B-spline many-body code 1: levels of B³⁺ (Z = 5, nuclear rms radius 2.406 fm) from no-pair Dirac configuration interaction (CI) of its two electrons in a B-spline basis. There is no core, so the CI+MBPT column adds only the Breit interaction and QED to CI. Energies are relative to the 1s² ground state, and levels are listed up to the first gap in the list.

```
configuration  term  j  parity       jj  term purity  lande g  energy CI (eV)  energy, CI+MBPT (eV)
          1s2    1S  0    even  1/2,1/2         1.00      n/a               0                     0
         1s2s    3S  1    even  1/2,1/2         1.00    2.002          198.59                198.54
         1s2s    1S  0    even  1/2,1/2         1.00      n/a          202.83                202.79
         1s2p    3P  1     odd  1/2,1/2         1.00    1.501          202.98                202.93
         1s2p    3P  0     odd  1/2,1/2         1.00      n/a          202.98                202.93
         1s2p    3P  2     odd  1/2,3/2         1.00    1.501          202.99                202.94
         1s2p    1P  1     odd  1/2,3/2         1.00    1.000          205.60                205.54
         1s3s    3S  1    even  1/2,1/2         1.00    2.002          233.46                233.41
         1s3s    1S  0    even  1/2,1/2         1.00      n/a          234.58                234.53
         1s3p    3P  1     odd  1/2,1/2         1.00    1.501          234.64                234.58
         1s3p    3P  0     odd  1/2,1/2         1.00      n/a          234.63                234.59
         1s3p    3P  2     odd  1/2,3/2         1.00    1.501          234.64                234.59
         1s3d    3D  2    even  1/2,3/2        0.998    1.167          235.19                235.14
         1s3d    3D  1    even  1/2,3/2         1.00   0.4988          235.19                235.14
         1s3d    3D  3    even  1/2,5/2         1.00    1.334          235.19                235.14
         1s3d    1D  2    even  1/2,5/2        0.998    1.000          235.21                235.16
         1s3p    1P  1     odd  1/2,3/2         1.00    1.000          235.38                235.33
         1s4s    3S  1    even  1/2,1/2         1.00    2.002          245.08                245.03
         1s4s    1S  0    even  1/2,1/2         1.00      n/a          245.53                245.48
         1s4p    3P  1     odd  1/2,1/2         1.00    1.501          245.56                245.50
         1s4p    3P  2     odd  1/2,3/2         1.00    1.501          245.56                245.50
         1s4p    3P  0     odd  1/2,1/2         1.00      n/a          245.56                245.50
         1s4d    3D  2    even  1/2,3/2        0.999    1.167          245.79                245.73
         1s4d    3D  1    even  1/2,3/2         1.00   0.4988          245.79                245.73
         1s4d    3D  3    even  1/2,5/2         1.00    1.334          245.79                245.73
         1s4d    1D  2    even  1/2,5/2        0.999    1.000          245.80                245.74
         1s4f    3F  3     odd  1/2,5/2        0.659    1.055          245.80                245.74
         1s4f    3F  2     odd  1/2,5/2         1.00   0.6659          245.80                245.75
         1s4f    3F  4     odd  1/2,7/2         1.00    1.251          245.80                245.75
         1s4f    1F  3     odd  1/2,7/2        0.659    1.028          245.80                245.75
```

Each row is a level of helium-like B³⁺, with its energy above 1s². The term is ²ˢ⁺¹L, j is the total angular momentum J, parity is the sign of (−1)^l, and jj lists the two one-electron j values. Term purity is the weight of the leading LS term, and lande g is the magnetic g factor. With no core, CI+MBPT means CI plus Breit and QED. These lower the excitation energies by 0.04 to 0.06 eV and the ionisation energy by 0.053 eV, so mainly the ground state has moved up, and the common shift cancels in a splitting.

The gap is the singlet minus the (2J+1)-weighted triplet. It is 4.25, 1.12 and 0.45 eV for 2s, 3s and 4s, 2.60 and 0.74 eV for 2p and 3p, 0.02 eV for 3d, 0.01 eV for 4d and unresolved for 4f.

### Magnetic coupling of the spins

Singlet and triplet differ in spin, which makes a magnetic cause tempting. That interaction enters only with the Breit term, yet the CI column already holds the whole gap. At three decimals the same calculation gives 4.237 → 4.244 eV for 2s and 2.611 → 2.607 eV for 2p. The true magnetic scale appears inside 2p ³P, where J = 0 and 2 lie 3.2 and 5.9 meV above J = 1, the larger some 440 times less than the 2p gap. The order J = 0 < 1 < 2 of CI has become 1 < 0 < 2, a standard effect of the spin-dependent Breit terms that the printed digits hide.

### Mean distance

The second idea is that the gap shrinks as the outer electron moves away. With a hydrogenic ⟨r⟩ = [3n² − l(l+1)]/8 bohr for the screened charge 4, a least-squares line of ln(gap) against ln⟨r⟩ through the three s rows gives 8.16 eV × ⟨r⟩^(−1.62). Two constants on three points match to 1 %, which tests little. For 3d, outside the fit, ⟨r⟩ = 21/8 bohr and the law gives 1.7 eV against 0.02 eV. Since ⟨r⟩ shrinks with l at fixed n, the law has the gap rising from 3s to 3d, the wrong sign.

### Coulomb exchange

A singlet has the symmetric spatial function 1s(1)nl(2) + nl(1)1s(2), a triplet the antisymmetric one. The repulsion 1/r₁₂ then gives a common direct part and ±K, so the gap is 2K with

K = (2l+1)⁻¹ ∬ f(r₁) (r<^l / r>^(l+1)) f(r₂) dr₁dr₂, f = P₁ₛ·Pₙₗ,

where P are radial functions and r<, r> the smaller and larger radius. The product f vanishes outside the small 1s cloud, so only the outer electron's amplitude inside it counts. There the shape of Pₙₗ hardly depends on n while its square scales as n⁻³, and the centrifugal barrier makes it start as r^(l+1). Theory thus argues for n⁻³ along a series and a collapse with l.

A hydrogen-like ion of charge 4 with a short-range disturbance at its centre is the simpler system to think of. Its levels are −16 Ry/(n − δ)² with a quantum defect δ nearly fixed along a series, and two defects differing by Δδ give a gap near 32 Ry·Δδ/n³. From the table's binding energies, δ is 0.108 to 0.101 for triplet s and about 0.038 for singlet s, +0.035 and −0.010 for 3p, and within 0.002 of zero for d and f. The negative defect places 3p ¹P above 3d while 3p ³P lies below. The analogy stops at the origin of δ, since exchange is non-local and spin-dependent, and δ is not quite fixed. Along s, gap × n³ drifts from 34.0 to 28.8 eV, partly because n − δ should replace n and partly because Δδ falls from 0.070 to 0.063.

Two non-relativistic versions without fitted constants were evaluated. Bare Z = 5 orbitals in first order overshoot the table by a factor of 1.4 for s, 1.7 to 1.8 for p and nominally 3.4 to 3.6 for d (whose table gaps are only one or two rounding units), because an unscreened outer orbital is pulled too far inward. Freezing a hydrogenic 1s and solving for the outer electron in its direct and ±exchange field (singlet s also coupled to 1s²) leaves gaps 3 to 5 % above the table for s and 1 to 2 % for p, with d inside the 0.01 eV rounding. The model underbinds 2s ¹S by 56.56 − 56.36 = 0.20 eV but 2s ³S by only 0.06 eV; relativity is too small to explain this (10α² hartree, about 0.014 eV, for a hydrogenic 2s at charge 4), which leaves correlation, relaxation of 1s included, stronger in the singlet. Both 2p terms are underbound too, by 0.14 and 0.16 eV, so the close p gap owes something to cancellation. Exchange is part of CI, so the agreement shows only that this one term has the right size.

### Where magnetism catches up

For l > 0 the singlet mixes with the triplet of J = l. With u = α²⟨r⁻³⟩/2 (α the fine-structure constant), spin–orbit and spin–other-orbit terms couple them by V = u(Z+1)√(l(l+1))/2, and these with spin–spin lower the triplet by u(Z−3)/2 + u = 2u. For 4f, ⟨r⁻³⟩ = 4³/(4³·3·3.5·4) = 1/42, so u = α²/84 hartree = 0.017 meV and V = 0.179 meV. The frozen-1s gap is 0.118 meV, so the separation is d = 0.118 + 0.034 = 0.152 meV, and the purity is ½ + ½·d/√(d² + 4V²) = ½ + ½·0.152/0.389 ≈ 0.70. Nothing was fitted, and the table has 0.659, between pure LS and the 0.55 this model gives with no exchange at all (the jj value 4/7 is that limit only without the Breit terms). The labels ³F₃ and ¹F₃ are therefore nominal, and g = 1 + 0.659/12 = 1.055 is consistent with the mixture.

Inverted, the purities imply gaps near 0.09 meV for 4f and 17 to 21 meV for 3d, below the model's 0.118 and 22.6 meV. This assumes hydrogenic ⟨r⁻³⟩ and purities that include Breit. What a frozen 1s leaves out and CI keeps is the polarisation of 1s by the outer electron (configurations such as pd and pf), which lowers the exchange gap at high l; the program does not compute this part.

The list ends before 4p ¹P, so the 4p gap can't be read from it. The 3p value of gap × n³ puts it at 20.1/64 = 0.31 eV, as does the frozen-1s model. Along the helium-like sequence the bare K grows as Z and V roughly as Z⁴, so the mixing seen here in 4f should reach d and then p levels in heavier ions.
